Student: You said in lecture that a saturated transistor has an exact transadmittance made of a Bessel function of order 2/3. I don't trust an order like that until I can build it from something small. Can one capacitor do it?

Lecturer: One capacitor gives the first term exactly. First the conventions. Take an n-channel device of width W and length L, source at x = 0, gate capacitance C per area, constant mobility μ, drift current only, gradual channel. The electron sheet charge has magnitude C·U, with U = VGS − VT − αV(x), where V is the channel potential. The body factor α exceeds 1 on bulk silicon, and I set α = 1 for a single-gate thin film. Count I as conventional current along the channel from drain to source. Then

I = WμC·U·dV/dx = −(WμC/2α)·d(U²)/dx, and ∂I/∂x = −WC·∂U/∂t.

Student: In the steady state U² is linear in x, and saturation means U = 0 at the drain. So U = VGT·u, with VGT = VGS − VT and u = √(1 − x/L), and gm = WμC·VGT/(αL).

Lecturer: Now add vg·exp(jωt) to the gate, with source and drain held fixed, so that U gains a small part w(x). Define φ = u·w/vg and i = (signal current)/(gm·vg), and set s = jω/ω0 with ω0 = μ·VGT/(αL²). With τ = u² = 1 − x/L, the fractional distance from the drain, the linearised equations are

i = dφ/dτ, di/dτ = s·φ/√τ. (1)

At the source w = vg, so φ = 1 at τ = 1. At the drain φ = 0.

Student: Why φ = 0? The field is infinite at pinch-off. I'd expect trouble there.

Lecturer: φ is proportional to the change in U², and saturation keeps U² at zero at the drain. A solution with φ ≠ 0 there would have w ∝ 1/u, an infinite signal charge density. Read (1) as an RC line: φ is the voltage, the resistance per unit τ is 1, and the capacitance per unit τ is 1/√τ. The drain end is grounded, the source end is driven. The transadmittance is ym = ydg − ygd, where ydg is drain current per gate voltage and ygd is gate current per drain voltage. In ideal saturation the drain voltage does not reach the channel, ygd = 0, and ym/gm is i at τ = 0. Write ym = gm/D(s).

Student: Then I lump it. One node at τ1 with capacitance c1, a resistor τ1 to the drain and a resistor 1 − τ1 to the source. The node equation is (1 − φ1)/(1 − τ1) − φ1/τ1 = s·c1·φ1, and the drain current is φ1/τ1, so

D = 1 + s·c1·τ1(1 − τ1).

But I can make that time constant anything I like.

Lecturer: Let the slow limit fix both parameters. At s → 0 the line has φ = τ, so its signal charge density is √τ. The total is 2/3, in units of WLC·vg since gm/ω0 = WLC, and the centroid is (2/5)/(2/3) = 3/5. Put the node at τ1 = 3/5, which is x = 0.4L, and let it hold that charge: c1·τ1 = 2/3, so c1 = 10/9. Then

ym = gm/(1 + 4s/15). (2)

Student: That is the 4/15 of the general series. Is it luck?

Lecturer: It is by construction, so it tests nothing. The first-order coefficient of the line is ∫(1 − τ)√τ dτ from 0 to 1, which depends only on total charge and centroid: (2/3)(1 − 3/5) = 4/15. To first order the drain current changes by −4s/15 and the source current by +2s/5. They share the charging current 2s/3 as 40 to 60, the Ward–Dutton partition in saturation. So the quasi-static charge model is the one-site model expanded once.

Student: Its pole sits at s = −15/4 = −3.75, and you quoted −6.41. That is a bad miss. Two sites, then, tuned to give 1 + 4s/15 + s²/45?

Lecturer: Find the roots of that quadratic first.

Student: s² + 12s + 45 = 0, so s = −6 ± 3j. Complex. Does the channel ring?

Lecturer: No, and no ladder can reproduce that quadratic. For N sites, D = det(1 + sM), with M(k,l) = √(ck·cl)·τ<·(1 − τ>), where τ< and τ> are the smaller and larger of τk and τl. M is symmetric and positive definite, so every root is real and negative. For two sites

D = 1 + s[c1τ1(1 − τ1) + c2τ2(1 − τ2)] + s²·c1c2·τ1(τ2 − τ1)(1 − τ2).

Since dτ/√τ = 2du, capacitance is uniform in u, and the untuned choice is u = 1/4 and 3/4 with c1 = c2 = 1. That factorises as D = (1 + s/4)(1 + 7s/128), with poles at −4 and −18.3 and first coefficient 39/128 = 0.305. More sites move the first pole towards −6.41, but no finite ladder gives the full function.

Student: So what is the smallest thing that gets s²/45 exactly?

Lecturer: Three basis functions instead of sites. In the variable u, (1) reads

dφ/du = 2u·i, di/du = 2s·φ, hence d²i/du² = 4s·u·i. (3)

That is Airy's equation, with di/du = 0 at the drain because φ = 0 there. Rescale so that the drain current is 1. Then the source value φ(1) is D itself. Integrate the pair alternately from u = 0.

Student: i = 1 gives φ = u². That gives i = 1 + 2s·u³/3, then φ gains 4s·u⁵/15, then i gains 4s²u⁶/45, then φ gains s²u⁸/45. So

φ = u² + (4s/15)u⁵ + (s²/45)u⁸ + ..., D = 1 + 4s/15 + s²/45 + ...

and later passes never alter earlier terms.

Lecturer: That is the sense in which the small model is exact. In the basis u², u⁵, u⁸ the equations link each function only to the next, so three functions deliver three coefficients with no approximation in them. One full pass takes u^(3n−1) to 4s·u^(3n+2)/[3n(3n+2)], so the coefficients obey

dn = dn−1·4/[3n(3n+2)] = dn−1·(4/9)/[n(n + 2/3)], d0 = 1,

and the next is d3 = 4/4455. Compare the series of the modified Bessel function, Γ(ν+1)(z/2)^(−ν)·Iν(z) = Σ (z²/4)ⁿ/[n!·(ν+1)(ν+2)...(ν+n)].

Student: The factor n + 2/3 forces ν = 2/3, and z²/4 = 4s/9. So

ym = gm·(z/2)^(2/3)/[Γ(5/3)·I2/3(z)], z = (4/3)√s. (4)

The order comes from the step of three in the powers of u. Where are the Airy functions?

Lecturer: The solution of (3) with i = 1 and zero slope at the drain is i = π[Bi′(0)·Ai(κu) − Ai′(0)·Bi(κu)], κ³ = 4s, and D = ∫2u·i du from 0 to 1 is the same function as in (4). For the poles put s = −λ. Then z is imaginary and D vanishes at the zeros jk of J2/3, with λk = (9/16)·jk². The zeros 3.376 and 6.530 give poles at −6.41 and −24.0.

Student: Can the small model see 6.41 without tables?

Lecturer: It brackets it. D is entire in s and grows only like exp of a constant times √|s|, so D = Π(1 + s/λk). Matching coefficients gives Σ1/λk = 4/15 and Σ1/λk² = (4/15)² − 2/45 = 2/75, so λ1 > √(75/2) = 6.12. For the upper side use one trial mode, φ = u² − u⁵ = τ − τ^(5/2), which vanishes at both ends. The Rayleigh quotient ∫(dφ/dτ)²dτ / ∫φ²τ^(−1/2)dτ is (9/16)/(9/110) = 6.875. The first sum also explains your miss. The single site packs all modes into one, and the true first pole carries only 59 % of the delay 4/(15ω0).

Student: Numbers, please. We are driving a rectifier at 13.56 MHz with InGaZnO transistors.

Lecturer: Assume these inputs, all typical or illustrative: μ = 10 cm²/(V·s), VGT = 5 V, 100 nm of SiO2 with relative permittivity 3.9, W = 100 µm, L = 10 µm, T = 300 K. Then C = 34.5 nF/cm², gm = 17.3 µS, (2/3)WLC = 0.230 pF, ω0 = 5.0×10⁷ rad/s, ω0/2π = 7.96 MHz, the delay is 5.33 ns and the first pole lies at 51 MHz. The carrier has ω = 8.52×10⁷ rad/s. Since ω0 ∝ 1/L², I also list 5 and 20 µm. Each entry is |ym|/gm and the phase lag, and all are numbers of the model.

L (µm) | ω/ω0 | one site (2) | three functions | exact (4)
5 | 0.426 | 0.994, 6.5° | 0.998, 6.5° | 0.998, 6.5°
10 | 1.704 | 0.910, 24.4° | 0.962, 25.9° | 0.963, 25.7°
20 | 6.816 | 0.482, 61.2° | 0.550, 91.0° | 0.650, 89.5°

Student: The single site has nearly the right phase at 10 µm but loses too much magnitude.

Lecturer: Because |D|² = 1 + (ω/ω0)²·Σ1/λk² + ..., and one site puts 16/225 where the line has 2/75 = 6/225. Many separated poles behave more like a pure delay than one pole does. Three functions have that term right, so they hold at 10 µm and fail only at 20 µm.

Student: You also claimed a decay as exp(−(4/3)√(ω/2ω0)). At 20 µm, |z| = 3.48 and that exponential is 0.0853, while the table says 0.650. The claim looks wrong by a large factor.

Lecturer: The exponent is right, but it comes with a power. For large |z| with arg z = 45°, I2/3(z) → exp(z)/√(2πz), so

ym/gm → √(2πz)·(z/2)^(2/3)·exp(−z)/Γ(5/3).

The prefactor grows as |z|^(7/6), that is ω^(7/12), and here it equals 7.50, which gives 0.64 against 0.650. It also returns (7/6)·45° = 52.5° of phase, so the lag is Im z − 52.5° = 88.5° against 89.5°. No finite ladder or polynomial can follow this at high frequency, because N poles fall as ω^(−N) and their lag stops at N·90°, while the exact lag grows as √ω without limit.

Student: Would I see 25.7° on a network analyser?

Lecturer: Not in ydg directly. At 10 µm the imaginary part of ym is −0.417gm, or −7.2 µS. An assumed gate overlap of 5 µm on the drain adds 0.173 pF, which contributes −jωCov with ωCov = 14.7 µS, about twice the effect we derived. It enters ydg and ygd alike, so the difference ydg − ygd removes it as long as series resistance is small. With an assumed 1 kΩ per contact, gm·R = 0.017. Overlap still matters for gain. The quasi-static intrinsic cutoff, gm divided by 2π(2/3)WLC, is 1.5·ω0/2π = 11.9 MHz, and two such overlaps lower it to 4.8 MHz. As typical knowledge, overlapped InGaZnO transistors of this length and drive cut off at a few MHz, so the intrinsic figure is high by a factor of two or more. On either figure the 10 µm device is past its cutoff at the carrier.

Student: And constant mobility in an amorphous oxide? And diffusion at the drain?

Lecturer: Diffusion is minor. kT/q = 25.9 mV is 0.0052 of VGT, so it competes with drift only for u below that value, the last 2.7×10⁻⁵ of the length, and it shifts the coefficients by a relative amount of order 0.0052. Mobility is not minor. Let μ ∝ U^γ locally, and define ω0 and gm with the mobility at the source. Then U^(2+γ) is linear in τ, φ is the scaled change of ∫μU dU, and the capacitance per unit τ becomes τ^(−(1+γ)/(2+γ)). The delay coefficient is ∫(1 − τ)τ^p dτ = 1/(1+p) − 1/(2+p), with p = 1/(2+γ). An assumed γ = 0.5 gives 0.298 in place of 4/15, which is 12 % longer. So the third figure in the table compares the models with one another, and for a real film the lag is good to about ten per cent at best.

Student: One more objection. A rectifier swings hard, and all this is small-signal.

Lecturer: Granted. Result (4) describes a driver stage biased in saturation with a gate swing small against VGT. It does not describe a transistor that switches on and off each cycle, which needs the nonlinear equations for I and U that we started from. It still tells you the direction. ω0 is proportional to VGT, so at a bias of VGT = 1 V the 10 µm device has ω/ω0 = 8.52, beyond the first pole, where neither one site nor three functions will serve. At 5 µm and 5 V the model gives a lag of 6.5° and a magnitude of 0.998gm, and one capacitor at x = 0.4L is enough.